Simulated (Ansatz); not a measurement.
**Pt: energy along a strain**

Pt, Fm-3m, a = 3.916 Å (as given, not relaxed at this level: 5.4 GPa). Ansatz: r2SCAN, PAW, 500 eV, Γ-centred 20×20×20 mesh on 1 atom, Gaussian smearing 0.15 eV; no spin polarisation. Cell vectors (Å): 0.000 1.958 1.958; 1.958 0.000 1.958; 1.958 1.958 0.000. The cell is strained by x per cent times the pattern (1 1 0 0 0 0) in the order xx yy zz yz xz xy (engineering shears), with fractional coordinates held. y is the free energy over the start, V0 = 15.011 Å³/atom. Points with a strain past 8.5 % were computed too (3) and aren't used here.

```tsv
x (%)	y (meV/atom)
-7.50	?
-5.00	227.54
-2.50	65.51
0.00	0.00
2.50	8.27
5.00	72.29
7.50	178.12
```

Q: Fit y = c1 x + c2 x² + c3 x³ to the other rows, get the stiffness along the pattern, and predict the missing energy.

A: Least squares on the rows shown. y = −10.612 x + 6.0062 x² − 0.19079 x³. The clamped-ion stiffness p·C·p = 2 × 60.06 eV × 160.2 / 15.011 Å³ = 1282 GPa (second derivative at the start, which stands under stress). At x = -7.50 the fit asked for gives 497.93 meV/atom. The run gave 513.92 meV/atom, so the fit is 15.99 meV/atom too low, 3.1 % of the span of the series, against an rms of 0.86 meV/atom on the fitted rows. The row lies outside the fitted range. With a term in x⁴ added, a fit to the same known rows predicts 513.09 meV/atom, so most of the miss is curvature that the known rows already hold.

Spin–orbit coupling is left out, which can shift energies with elements as heavy as these.

The energy rises far faster on compression than on stretching, for two reasons. The negative linear term reflects the compressed starting cell, which lowers its energy by expanding in the plane, so the minimum lies at small positive strain. The negative cubic term is true anharmonicity: shortening the Pt–Pt contacts raises the Pauli repulsion between filled 5d states and the kinetic energy of the sp electrons steeply, while the d-band cohesion weakens more gradually on stretching. A cubic fitted at smaller strains therefore underestimates the repulsive wall at the missing point, and the quartic term recovers most of it.

The stiffness equals 2(C11 + C12), so it mixes resistance to volume change with tetragonal shear and can't give either constant alone. With one atom per primitive cell there is no internal relaxation to soften it. Since the curvature falls on expansion, the value at the relaxed lattice constant would probably be lower. An epitaxial film, free to relax along its normal, would also respond more softly than this fixed-height cell.
